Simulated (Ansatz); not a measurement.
## Si₂W: a film clamped to a substrate

Level of theory: DFT r2SCAN, scalar-relativistic, plane waves, PAW (Ansatz). The runs took a 500 eV cutoff, a Γ-centred 12×12×6 mesh and Gaussian smearing (0.03 eV). Spin–orbit coupling is left out, which matters for the heavy elements here. No spin polarisation. Energies are free energies at this smearing, counted from the undisturbed cell; pressure is positive in compression.

Reference structure (relaxed at this level; this form isn't the usual structure):

```xyz
9
Lattice="4.5797 0.0000 0.0000 -2.2898 3.9661 0.0000 0.0000 0.0000 6.6092" Properties=species:S:1:pos:R:3 pbc="T T T"
Si    2.2898    2.6684    3.3046
Si   -1.1660    3.3173    5.5076
Si    1.1660    3.3173    1.1015
Si    0.0000    1.2977    3.3046
Si    3.4559    0.6488    5.5076
Si    1.1238    0.6488    1.1015
W    -1.1449    1.9831    1.1015
W     1.1449    1.9831    5.5076
W     2.2898    0.0000    3.3046
```

The cell (9 atoms, V0 = 120.05 Å³) is strained by p along both x and y and by q along z, fractional coordinates fixed. τp = (1/V0) ∂E/∂p = (σxx + σyy)(1 + p)(1 + q) and τq = (1/V0) ∂E/∂q = σzz(1 + p)², with tension positive.

| p | q | ΔE (meV/atom) | τp (GPa) | τq (GPa) |
| --- | --- | --- | --- | --- |
| 0.000 | 0.000 | 0.00 | 0.03 | -0.01 |
| -0.040 | 0.000 | 84.12 | -54.25 | -12.65 |
| 0.040 | 0.000 | 63.60 | 35.58 | 11.14 |
| 0.000 | -0.040 | 34.10 | -12.81 | -21.77 |
| 0.000 | 0.040 | 26.37 | 11.19 | 14.83 |

Problem. Get the second derivatives of the energy density.

Solution. Central differences give A = ∂τp/∂p = 1123 GPa (C11 + C22 + 2 C12), C = ∂τq/∂q = 457 GPa (C33) and the cross term B = ∂τq/∂p = 297 GPa (C13 + C23); ∂τp/∂q = 300 GPa must equal B, and any difference shows higher-order terms. Steps this large leave an error of some per cent of A or C in all of these, which can swamp a small B. The ions are clamped.

Problem. A film of this crystal grows with z along the normal on a substrate that imposes p. How does its thickness respond, and what does the misfit cost?

Solution. Count p and q from the stress-free cell. A free surface needs τq = 0, so q = −(B/C) p = -0.65 p. The energy density left is (A − B²/C) p²/2 = M p², with the biaxial modulus M = 465 GPa; a misfit of 1 % costs 3.87 meV/atom, against 4.67 meV/atom if the thickness were held.

Forces appear on the atoms along this scan, and letting them relax would lower the energy and soften the response. The gap closes along the scan, which can put kinks into the curve.

The film resists in-plane misfit strongly, and letting its thickness adjust recovers only a modest part of the energy, 3.87 instead of 4.67 meV/atom at 1 % misfit. The thickness change of -0.65 p is far from the -2 p that would conserve volume, so a film under tension expands overall. This fits a network of directional W d–Si p bonds, which opposes changes in bond angle as well as bond length, so that contraction along the normal can't cheaply offset in-plane stretching. Along both strain directions compression costs more than equal extension, as expected when closed-shell repulsion rises steeply while stretched bonds weaken. A film under large compressive misfit should therefore store more energy than the quadratic estimate gives, and one under tension less. Because the in-plane strain is equal along x and y, the data fix only the sum of C11 and C12, so they don't show how the film would respond to uniaxial misfit or in-plane shear.
